The three Sn neighbours of each oxygen atom in SnO₂ sit at nearly the same distance, within about 0.01 Å, although symmetry does not force all three to match. It is natural to suppose that the three O 2p orbitals then feel much the same surroundings, and that a model of the valence bands built from oxygen orbitals alone can give them one common energy. An alternative picture has three equivalent bonds, with one electron pair pointing at each Sn. The calculation contradicts the first picture. It cannot test the second, because O 2s was left out of its trial orbitals.

Maximally localised Wannier functions of rutile-type SnO₂ (P4_2/mnm), built from O 2p trial orbitals with Ansatz 0.2.0: non-magnetic r2SCAN, PAW, 500 eV plane-wave cutoff, 4×4×6 k mesh, no spin–orbit coupling, r2SCAN geometry. On-site energies are measured from the valence top, and x, y and z are the cartesian coordinates of the centres.

| row | function spread (angstrom^2) | function on site (eV) | function x (Å) | function y (Å) | function z (Å) |
| --- | --- | --- | --- | --- | --- |
| 1 | 1.126 | -3.492 | 1.536 | 1.536 | 0.000 |
| 2 | 0.847 | -1.587 | 1.466 | 1.466 | 0.000 |
| 3 | 1.200 | -3.975 | 1.404 | 1.404 | 0.000 |
| 4 | 1.126 | -3.492 | 0.844 | 3.916 | 1.600 |
| 5 | 0.847 | -1.587 | 0.915 | 3.846 | 1.600 |
| 6 | 1.200 | -3.975 | 0.976 | 3.784 | 1.600 |
| 7 | 1.126 | -3.492 | 3.224 | 3.224 | 0.000 |
| 8 | 0.847 | -1.587 | 3.295 | 3.295 | 0.000 |
| 9 | 1.200 | -3.975 | 3.356 | 3.356 | 0.000 |
| 10 | 1.126 | -3.492 | 3.916 | 0.844 | 1.600 |
| 11 | 0.847 | -1.587 | 3.846 | 0.915 | 1.600 |
| 12 | 1.200 | -3.975 | 3.784 | 0.976 | 1.600 |

**What happens**

Each row is a Wannier function, a localised orbital built from the band states of the crystal. Its function on site is its average energy, measured from the valence top; its function spread says how far it extends; x, y and z give its centre. There are four equivalent O atoms with three functions each, so rows 1 to 3 hold the whole story and the other nine rows repeat it.

Row 2 stands apart. It lies at −1.59 eV, about 2 eV above its two partners, and it is the most compact of the three. Rows 1 and 3 resemble each other more, but they are still 0.48 eV apart, and their centres have moved off the O atom in opposite directions. Nearly equal bond lengths therefore go with three different orbitals.

**Why: direction counts, not distance**

The oxygen atom and its three Sn neighbours lie in one plane. One Sn sits alone on one side of the O atom; the other two form a pair on the opposite side, one above and one below along z. A p orbital has two lobes along an axis, and it mixes with the empty, spherical 5s orbital of a Sn atom only as far as it points at that atom. The empty Sn 5p orbitals are expected to take part as well: head-on mixing with them favours the same directions, and sideways (π) mixing is weaker.

This suggests what the three functions are, judging by their centres and the symmetry of the site. Row 2 is the p orbital perpendicular to the plane. It points at no Sn and meets the empty Sn levels of its three neighbours only sideways, through 5p, so it stays high in energy and close to the oxygen: a lone pair. Row 1 is the in-plane orbital along z, which serves the pair, and row 3 is the in-plane orbital that points straight at the single Sn.

**How large: one estimate**

Let $\theta_i$ be the angle between the orbital axis and contact $i$. The coupling to that Sn is $V\cos\theta_i$. Mixing with an empty level higher by $\Delta$ lowers the orbital by the coupling squared over $\Delta$, so the contacts together give

$$\text{lowering} = \varepsilon \sum_i \cos^2\theta_i ,\qquad \varepsilon = V^2/\Delta .$$

The three contacts supply a fixed total of 3, which the two in-plane orbitals share. If the Sn–O–Sn angles were all 120°, each orbital would get 1.5 and the nearest contacts would leave the two level. The real angle within the pair is only 101.8°. Closing that angle turns the pair away from z and towards the axis of the row 3 orbital, which gains at the expense of row 1. In this model, that is why row 3 is the lowest.

For row 1 each of the two contacts makes an angle of 90° − 50.9° = 39.1° with z. The sum is $2\cos^2 39.1^\circ = 1.20$, and with $\varepsilon$ = 1.41 eV the lowering below row 2 comes to 1.7 eV. The calculation gives 1.9 eV, so the estimate is about 11% low. Row 1 belonged to the fit: the single constant $\varepsilon$ was adjusted to all twelve rows, which amount to two independent lowerings. The printed output after this text sets the model beside every row.

The model gets the order right but exaggerates the difference between rows 1 and 3, giving 0.83 eV where the calculation has 0.48 eV. The table does not settle the reason. The model leaves out every atom beyond the three Sn contacts. Among these are an oxygen about 2.6 Å away on the axis of the row 3 orbital and two oxygens 3.2 Å away on the axis of the row 1 orbital. Their negative charges push both orbitals up, so their effects on the gap oppose each other and are not expected to close much of it. The model also treats the mixing to lowest order with a single Sn level, which is rough for a lowering near 2 eV, and it ignores the filled O 2s bands.

The constant $\varepsilon$ should not be read as a pure bond energy. The attraction of the positive Sn ions for a lobe that points at them depends on angle in the same way. The fit cannot tell that attraction from mixing, and both probably contribute.

**What the centres and sizes add**

Mixing puts a small part of the orbital on the Sn atoms, and this tail should drag the centre along. The shifts fit that picture. In row 1 the pulls of the pair cancel along z and add up along the axis between them, so the centre moves 0.11 Å towards the pair. In row 3 the single Sn pulls one way and the pair pulls back, which leaves 0.08 Å towards the single Sn. The most strongly lowered orbital is therefore not the most displaced one: energy counts the contacts, while the centre weighs them against each other.

The same tails would explain why the spreads of rows 1 and 3 are larger than that of row 2 by roughly a third or more. Their own difference, 0.07 Å², is less certain, because spreads settle slowly as the k mesh is refined and only one mesh was used.

Even the largest shift is only about 5% of the Sn–O distance, so these functions stay centred on oxygen and are not bond orbitals. The small shifts do not measure how much weight lies on Sn, because the pulls partly cancel. The choice of trial orbitals has much to do with the centring. Three bond pairs in the plane need three in-plane functions, made of O 2s mixed with O 2p. With only O 2p offered, the O 2s bands are left out and two in-plane functions remain. The picture of one electron pair per bond is thus unavailable to this set of functions, whatever the strength of the bonding.

**What to do about it**

In a tight-binding model of the SnO₂ valence bands that has only oxygen orbitals, give each oxygen three levels. One common level at the average, −3.02 eV, would put the lone pair 1.4 eV too low (3.02 − 1.59). That error dwarfs the largest miss of the interpolated bands, 0.04 eV. The axes must also be set atom by atom. The row 1 orbital lies along z on every oxygen, but the plane of the three Sn neighbours turns by 90° about z between one half of the oxygens and the other, and the axes of the row 2 and row 3 orbitals turn with it. Do not carry the three levels over to a model that also has Sn 5s or 5p orbitals: they already contain the mixing with Sn, which would then be counted twice.

Do not take the level of row 2 for the band edge. Hopping between neighbouring functions broadens each level into bands, and the valence top lies 1.59 eV above even the highest level. That the lone pair is the highest of the three does agree with the usual description of this valence top as O 2p lone-pair states.

For another oxide, start by drawing the directions from oxygen to the metal atoms. In rock-salt MgO six neighbours surround the oxygen along x, y and z, each p orbital points at two of them, and symmetry makes the three levels equal. In SnO₂ the planar site leaves one orbital without a partner, and in the contact model the narrow angle of the pair separates the other two.

The analysis program printed:

```
Contact model against the functions:
  row  cos2_sum  drop_eV  model_drop_eV  pull_sum   shift_A  model_shift_A  extra_spread_A2  model_extra_A2
    1     1.204    1.905          1.695    0.7596    0.1075         0.1115            0.279          0.2498
    2         0        0              0         0  0.008485              0                0               0
    3     1.796    2.388          2.529   -0.4977   -0.0792       -0.07307            0.353          0.3726
    4     1.204    1.905          1.695    0.7596    0.1075         0.1115            0.279          0.2498
    5         0        0              0         0  0.007778              0                0               0
    6     1.796    2.388          2.529   -0.4977   -0.0792       -0.07307            0.353          0.3726
    7     1.204    1.905          1.695    0.7596    0.1075         0.1115            0.279          0.2498
    8         0        0              0         0  0.007071              0                0               0
    9     1.796    2.388          2.529   -0.4977   -0.0792       -0.07307            0.353          0.3726
   10     1.204    1.905          1.695    0.7596    0.1075         0.1115            0.279          0.2498
   11         0        0              0         0  0.007778              0                0               0
   12     1.796    2.388          2.529   -0.4977   -0.0792       -0.07307            0.353          0.3726
Angle Sn-O-Sn within the pair (degrees): 101.8
Angle Sn-O-Sn between single Sn and one of the pair (degrees): 129.1
Sum of squared cosines for either in-plane p at 120 degrees: 1.5
Size of the pull sum for either in-plane p at 120 degrees: 0.75
Fitted lowering per unit of the cosine sum (eV): 1.408
On-site energy of row 1 above row 3 (eV): 0.483
Same gap in the contact model (eV): 0.8337
Largest miss of the model for the lowering (eV): 0.21
Largest miss of the model for the centre shift (angstrom): 0.008485
Uncertainty of a shift from rounded O positions (angstrom): 0.007071
Ratio of lowering, row 3 to row 1: 1.254
Ratio of extra spread, row 3 to row 1: 1.265
Ratio of cosine sums, row 3 to row 1: 1.492
Spread of row 3 less that of row 1 (angstrom^2): 0.074
Largest centre shift as share of the contact length (percent): 5.212
Largest offset of a centre from its O atom along z (angstrom): 0
Mean on-site energy of all functions from the valence top (eV): -3.018
```
